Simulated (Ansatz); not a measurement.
Co: pressure and energy above lowest point against volume scale

Free energy against uniform scaling of the volume at fixed shape and fractions; periodic cell, basis, potentials, k mesh and filling as listed. The results are calculated, by Ansatz 0.2.0.

The cell before it is scaled or strained (space group P6_3/mmc, No. 194):
```
Co
1.0
      2.4706     0.0000     0.0000
     -1.2353     2.1396     0.0000
      0.0000     0.0000     8.0882
Co
4
Direct
  0.00000 0.00000 0.00000
  0.33333 0.66667 0.25000
  0.00000 0.00000 0.50000
  0.66667 0.33333 0.75000
```

Settings of every row: functional PBE; dispersion none; potentials PAW; wave cutoff 462.59 eV; density cutoff 1850.4 eV; k mesh 11x11x3; k shift 0x0x0; occupations fermi dirac; smearing width 0.15 eV; spin collinear.

Limits: coarse k mesh, up to 40 meV an atom off.

| row | volume scale | V (Å³/atom) | pressure (GPa) | energy above lowest point (meV/atom) |
| --- | --- | --- | --- | --- |
| 1 | 0.92 | 9.834 | 27.27 | 81.2 |
| 2 | 0.9467 | 10.119 | 18.36 | 40.8 |
| 3 | 0.9733 | 10.403 | 10.68 | 15.1 |
| 4 | 1 | 10.689 | 4.09 | 2.1 |
| 5 | 1.0267 | 10.974 | -1.55 | 0 |
| 6 | 1.0533 | 11.258 | ? | ? |
| 7 | 1.08 | 11.544 | -10.47 | 22.2 |

Question: what pressure and energy above lowest point should row 6 give?

Worked fit of pressure. Take u = (V_r/V)^(2/3) − 1 with V_r = 10.546 Å³ an atom, which is twice the finite (Eulerian) strain; such expansions in the strain, on which the Birch-Murnaghan equation of state is built, carry the rest volume and the bulk modulus. The shown rows have u = 0.0477, 0.02794, 0.00914, -0.00894, -0.02617, -0.0585. Least squares give pressure = 7.264 + 365.3 × u + 1103.1 × u² + 692 × u³ GPa; a parabola predicts inner rows, each left out in turn, worse (root mean square 0.037 against 0.021 GPa). The rows lie off it by 0.00, 0.01, -0.02, 0.00, 0.00, 0.00. The pressure vanishes at u = -0.0212, or V = 10.89 Å³ an atom, and there the bulk modulus at fixed shape and fractions is B = −V dP/dV = (2/3)(1 + u) dP/du = 208 GPa. Letting shape and atoms relax would as a rule lower it, by much in layered, chain or molecular crystals. The withheld row has u = -0.04262, so the fit gives 7.264 + 365.3 × (-0.04262) + 1103.1 × (-0.04262)² + 692 × (-0.04262)³ = -6.35 GPa.

The calculation gave -6.37 GPa. The fit lies 0.02 GPa (0.053 % of the column's range) above it; its largest miss of a shown row is 0.02 GPa.

Worked fit of energy above lowest point. Take u = (V_r/V)^(2/3) − 1 with V_r = 10.546 Å³ an atom, which is twice the finite (Eulerian) strain; such expansions in the strain, on which the Birch-Murnaghan equation of state is built, carry the rest volume and the bulk modulus. The shown rows have u = 0.0477, 0.02794, 0.00914, -0.00894, -0.02617, -0.0585. Least squares give energy above lowest point = 7.16 + 717.3 × u + 17128 × u² + 8044 × u³ meV/atom; a parabola predicts inner rows, each left out in turn, worse (root mean square 0.39 against 0.087 meV/atom). The rows lie off it by 0.0, 0.1, -0.1, 0.0, 0.0, 0.0. Its lowest point lies at u = -0.0213, or V = 10.89 Å³ an atom, and the curvature there gives the bulk modulus at fixed shape and fractions, B = (4/9)(1 + u)² E″(u)/V = 208 GPa. Letting shape and atoms relax would as a rule lower it, by much in layered, chain or molecular crystals. The withheld row has u = -0.04262, so the fit gives 7.16 + 717.3 × (-0.04262) + 17128 × (-0.04262)² + 8044 × (-0.04262)³ = 7.1 meV/atom.

The calculation gave 7.2 meV/atom. The fit lies 0.1 meV/atom (1.4 % of the value, 0.12 % of the column's range) below it, one unit of the last digit.
